**Second-order pair energies of nickel-like ions, Pm33+ to Ta45+**

The table holds four subshell pair energies of the 28-electron closed-shell ions with Z = 61 to 73, from second-order many-body perturbation theory on the Dirac-Hartree-Fock state (no-pair Dirac-Coulomb, B-spline basis). The program fits E = a + b/(Z − s) + c(Zα)² and its single terms to all rows, and finds the exponent p of the slope, dE/dZ ∝ Z^p. The 3d5/2 2p3/2 pair bends like a screening term (p = −2.9), the 3s1/2 1s1/2 pair like a relativistic one (p = +1.3), and the same-subshell pairs lie between. The summed model reaches the rounding of the table except for 3s1/2 1s1/2, but the split between the terms shifts with s, most of all in 3d5/2 2p3/2. Unrounded pairs from the same runs show that some 2p pairs weaken, and the last partial waves fall faster than the assumed fourth power.

Calculated values. B-spline many-body code 1: second-order many-body perturbation theory on the Dirac-Hartree-Fock ground state, no-pair Dirac-Coulomb, all electrons correlated, for 28-electron closed-shell ions, configuration [Ar] 3d10. Partial waves run up to l = 7, with the total second-order energy extrapolated as (l+1/2)^-4.

## Numerical check

```python
# Table: second-order MBPT subshell pair energies (hartree) of Ni-like ions, Z = 61-73, B-spline code,
# Dirac-Hartree-Fock reference, no-pair Dirac-Coulomb. Tested: E = a + b/Z + c(Z alpha)^2 and slope exponents.
T = {
    'ion': ['Pm33+', 'Sm34+', 'Eu35+', 'Gd36+', 'Tb37+', 'Dy38+', 'Ho39+', 'Er40+', 'Tm41+', 'Yb42+', 'Lu43+', 'Hf44+', 'Ta45+'],
    'Z': [61, 62, 63, 64, 65, 66, 67, 68, 69, 70, 71, 72, 73],
    'charge': [33, 34, 35, 36, 37, 38, 39, 40, 41, 42, 43, 44, 45],  # e
    'pair_energy_3d52_3d52': [-0.1599, -0.16, -0.1601, -0.1602, -0.1603, -0.1604, -0.1605, -0.1606, -0.1607, -0.1608, -0.1609, -0.161, -0.1611],  # hartree
    'pair_energy_3d52_2p32': [-0.06267, -0.06293, -0.06317, -0.0634, -0.06362, -0.06383, -0.06404, -0.06423, -0.06442, -0.0646, -0.06477, -0.06493, -0.06509],  # hartree
    'pair_energy_3p32_3p32': [-0.03312, -0.03319, -0.03325, -0.03332, -0.03339, -0.03345, -0.03352, -0.03358, -0.03364, -0.03371, -0.03377, -0.03384, -0.0339],  # hartree
    'pair_energy_3s12_1s12': [-0.002143, -0.002178, -0.002214, -0.002249, -0.002286, -0.002323, -0.002361, -0.0024, -0.002439, -0.00248, -0.002521, -0.002563, -0.002606],  # hartree
}
import numpy as np
from scipy.constants import alpha
from scipy.special import zeta
Z = np.array(T['Z'], float); ion = T['ion']
# further outputs of the same runs (Pm, Ta): polarisability, mean excitation energy, totals, wave increments
pol = (0.00584614, 0.00224664); mex = (3167.45, 4874.49)
ext = np.array([-1.59872, -1.62926]); summ = np.array([-1.56114, -1.59123])
wi = np.array([-0.0361763, -0.0366706]); wk = np.array([-0.018385, -0.0186056])
wav = {'s': (-0.0243623, -0.0271037), 'p': (-0.197429, -0.207547), 'd': (-0.484828, -0.48323), 'f': (-0.538405, -0.551861)}
r = (pol[0]/pol[1])**0.25; s = (r*Z[0]-Z[-1])/(r-1)
print(f"Pm to Ta: Z^2 x{(Z[-1]/Z[0])**2:.2f}, mean excitation energy x{mex[1]/mex[0]:.2f}, polarisability /{pol[0]/pol[1]:.2f}")
print(f"rough s from polarisability ~ (Z-s)^-4: {s:.0f}; Z alpha {Z[0]*alpha:.3f} to {Z[-1]*alpha:.3f}; uEh = microhartree")
print(f"slope ~ Z^p at Z=67: 1/Z gives -2, 1/(Z-s) {-2*67/(67-s):.1f}, (Z alpha)^2 +1, (Z alpha)^4 +3")
def expo(z, E, h):
    X = np.vander(z-67, 3); c = np.linalg.lstsq(X, E, rcond=None)[0]
    sd = h/np.sqrt(3)*np.sqrt(np.linalg.inv(X.T@X)[0, 0])
    return 134*c[0]/c[1], 134*sd/abs(c[1])
def fits(z, E, names, which):
    x = (z*alpha)**2
    M = {'a+b/Z': [1/z], 'a+c(Za)^2': [x], 'a+b/Z+c(Za)^2': [1/z, x], 'a+b/(Z-s)+c(Za)^2': [1/(z-s), x]}
    for m in list(M)[which:]:
        X = np.column_stack([np.ones_like(z)]+M[m]); c = np.linalg.lstsq(X, E, rcond=None)[0]
        res = (E-X@c)*1e6; w = np.argmax(abs(res)); d = c[1:]*(X[-1, 1:]-X[0, 1:])*1e6
        print(f"  {m}: a,b,c {' '.join(f'{v:.4g}' for v in c)}; term changes {' '.join(f'{v:+.0f}' for v in d)} uEh; worst {res[w]:+.1f} ({names[w]})")
cols = [('pair_energy_3d52_3d52', '3d5/2 3d5/2', 15, 5e-5), ('pair_energy_3d52_2p32', '3d5/2 2p3/2', 24, 5e-6),
        ('pair_energy_3p32_3p32', '3p3/2 3p3/2', 6, 5e-6), ('pair_energy_3s12_1s12', '3s1/2 1s1/2', 4, 5e-7)]
P = {}; G = {}
for k, n, npair, h in cols:
    E = np.array(T[k], float); p, dp = expo(Z, E, h); P[n] = p; G[n] = 100*(E[-1]/E[0]-1)
    assert np.all(np.diff(E) < 0)
    print(f"{n}: change {(E[-1]-E[0])*1e6:+.0f} uEh ({G[n]:.1f}%), Pm {E[0]/npair*1e3:.2f} mEh per electron pair, p {p:+.1f}+-{dp:.1f}, rounding {h*1e6:.1f} uEh")
    print("  steps uEh: " + ' '.join(f"{v*1e6:.0f}" for v in np.diff(E)))
    fits(Z, E, ion, 0)
# further outputs of the same runs: unrounded pair energies for seven ions
z7 = np.array([61, 64, 67, 68, 70, 71, 73.]); n7 = ['Pm', 'Gd', 'Ho', 'Er', 'Yb', 'Lu', 'Ta']
X7 = {'3d5/2 3d5/2': [.159882, .160208, .160521, .160623, .160824, .160923, .161118],
      '3d3/2 2p3/2': [.0437182, .0445732, .04539, .0456559, .0461806, .0464399, .0469542],
      '2p3/2 2p3/2': [.0681717, .0676286, .0671547, .0670106, .0667417, .0666164, .0663827],
      '2p3/2 2p1/2': [.0750088, .0747755, .0746252, .0745917, .0745472, .0745357, .074532],
      '1s1/2 1s1/2': [.0355511, .0358054, .0361181, .0362352, .0364875, .036626, .0369185]}
print("further outputs, seven ions; slopes in uEh per unit Z")
for n, v in X7.items():
    E = -np.array(v); sl = np.diff(E)/np.diff(z7)*1e6
    print(f"{n}: change {(E[-1]-E[0])*1e6:+.0f} uEh ({100*(E[-1]/E[0]-1):+.1f}%), slope Pm-Gd {sl[0]:+.0f}, Lu-Ta {sl[-1]:+.0f}, p {expo(z7, E, 5e-7)[0]:+.1f}")
    if n == '3d5/2 3d5/2': fits(z7, E, n7, 2)
e = T['pair_energy_3d52_2p32']; q = X7['3d3/2 2p3/2']
print(f"ratio (3d3/2 2p3/2)/(3d5/2 2p3/2): Pm {-q[0]/e[0]:.3f}, Ta {-q[-1]/e[-1]:.3f}")
print(f"total: change {(ext[1]-ext[0])*1e3:+.1f} mEh ({100*(ext[1]/ext[0]-1):.1f}%); by wave, mEh: " + ' '.join(f"{k} {(b-a)*1e3:+.1f}" for k, (a, b) in wav.items()))
tail = ext-summ; reb = wk*7.5**4*zeta(4, 8.5); loc = np.log(wi/wk)/np.log(7.5/6.5)
alt = wk*7.5**loc*zeta(loc, 8.5)
print(f"tail Pm, Ta: {tail[0]:.4f} {tail[1]:.4f} Eh ({100*tail[0]/ext[0]:.1f}% of total), drift {(tail[1]-tail[0])*1e3:+.2f} mEh; rebuilt {reb[0]:.4f} {reb[1]:.4f}")
print(f"last increment ratio {wk[0]/wi[0]:.2f} {wk[1]/wi[1]:.2f} vs {(6.5/7.5)**4:.2f}; local exponent {loc[0]:.2f} {loc[1]:.2f}; tail with it {alt[0]:.4f} {alt[1]:.4f} Eh")
assert -4 < P['3d5/2 2p3/2'] < -1.5 and 0.5 < P['3s1/2 1s1/2'] < 3
assert max(G, key=G.get) == '3s1/2 1s1/2'
```

Output:

```
Pm to Ta: Z^2 x1.43, mean excitation energy x1.54, polarisability /2.60
rough s from polarisability ~ (Z-s)^-4: 17; Z alpha 0.445 to 0.533; uEh = microhartree
slope ~ Z^p at Z=67: 1/Z gives -2, 1/(Z-s) -2.7, (Z alpha)^2 +1, (Z alpha)^4 +3
3d5/2 3d5/2: change -1200 uEh (0.8%), Pm -10.66 mEh per electron pair, p +0.0+-0.9, rounding 50.0 uEh
  steps uEh: -100 -100 -100 -100 -100 -100 -100 -100 -100 -100 -100 -100
  a+b/Z: a,b,c -0.1672 0.4453; term changes -1200 uEh; worst -32.9 (Ta45+)
  a+c(Za)^2: a,b,c -0.1571 -0.01401; term changes -1199 uEh; worst +16.8 (Pm33+)
  a+b/Z+c(Za)^2: a,b,c -0.1605 0.1484 -0.009355; term changes -400 -801 uEh; worst -0.5 (Pm33+)
  a+b/(Z-s)+c(Za)^2: a,b,c -0.1594 0.0685 -0.0102; term changes -328 -874 uEh; worst -0.7 (Pm33+)
3d5/2 2p3/2: change -2420 uEh (3.9%), Pm -2.61 mEh per electron pair, p -2.9+-0.0, rounding 5.0 uEh
  steps uEh: -260 -240 -230 -220 -210 -210 -190 -190 -180 -170 -160 -160
  a+b/Z: a,b,c -0.0774 0.8967; term changes -2416 uEh; worst +32.5 (Pm33+)
  a+c(Za)^2: a,b,c -0.05725 -0.02805; term changes -2402 uEh; worst +138.7 (Pm33+)
  a+b/Z+c(Za)^2: a,b,c -0.08337 1.161 0.008341; term changes -3130 +714 uEh; worst -4.0 (Sm34+)
  a+b/(Z-s)+c(Za)^2: a,b,c -0.07509 0.5364 0.001729; term changes -2567 +148 uEh; worst +4.4 (Dy38+)
3p3/2 3p3/2: change -780 uEh (2.4%), Pm -5.52 mEh per electron pair, p -0.3+-0.1, rounding 5.0 uEh
  steps uEh: -70 -60 -70 -70 -60 -70 -60 -60 -70 -60 -70 -60
  a+b/Z: a,b,c -0.03784 0.2891; term changes -779 uEh; worst -18.0 (Ta45+)
  a+c(Za)^2: a,b,c -0.03134 -0.009086; term changes -778 uEh; worst +15.5 (Pm33+)
  a+b/Z+c(Za)^2: a,b,c -0.0342 0.1275 -0.005091; term changes -344 -436 uEh; worst +4.9 (Tm41+)
  a+b/(Z-s)+c(Za)^2: a,b,c -0.03329 0.05893 -0.005814; term changes -282 -498 uEh; worst +4.8 (Tm41+)
3s1/2 1s1/2: change -463 uEh (21.6%), Pm -0.54 mEh per electron pair, p +1.3+-0.0, rounding 0.5 uEh
  steps uEh: -35 -36 -35 -37 -37 -38 -39 -39 -41 -41 -42 -43
  a+b/Z: a,b,c -0.004929 0.1712; term changes -461 uEh; worst -21.6 (Ta45+)
  a+c(Za)^2: a,b,c -0.001072 -0.005396; term changes -462 uEh; worst -2.3 (Ta45+)
  a+b/Z+c(Za)^2: a,b,c -0.0006829 -0.01732 -0.005939; term changes +47 -509 uEh; worst -0.9 (Eu35+)
  a+b/(Z-s)+c(Za)^2: a,b,c -0.0008076 -0.007962 -0.005839; term changes +38 -500 uEh; worst -0.9 (Eu35+)
further outputs, seven ions; slopes in uEh per unit Z
3d5/2 3d5/2: change -1236 uEh (+0.8%), slope Pm-Gd -109, Lu-Ta -98, p -0.8
  a+b/Z+c(Za)^2: a,b,c -0.1631 0.2693 -0.005961; term changes -726 -510 uEh; worst -0.2 (Lu)
  a+b/(Z-s)+c(Za)^2: a,b,c -0.1612 0.1244 -0.007487; term changes -596 -641 uEh; worst +0.4 (Ta)
3d3/2 2p3/2: change -3236 uEh (+7.4%), slope Pm-Gd -285, Lu-Ta -257, p -0.7
2p3/2 2p3/2: change +1789 uEh (-2.6%), slope Pm-Gd +181, Lu-Ta +117, p -3.1
2p3/2 2p1/2: change +477 uEh (-0.6%), slope Pm-Gd +78, Lu-Ta +2, p -13.7
1s1/2 1s1/2: change -1367 uEh (+3.8%), slope Pm-Gd -85, Lu-Ta -146, p +3.8
ratio (3d3/2 2p3/2)/(3d5/2 2p3/2): Pm 0.698, Ta 0.721
total: change -30.5 mEh (1.9%); by wave, mEh: s -2.7 p -10.1 d +1.6 f -13.5
tail Pm, Ta: -0.0376 -0.0380 Eh (2.4% of total), drift -0.45 mEh; rebuilt -0.0376 -0.0380
last increment ratio 0.51 0.51 vs 0.56; local exponent 4.73 4.74; tail with it -0.0287 -0.0290 Eh
```
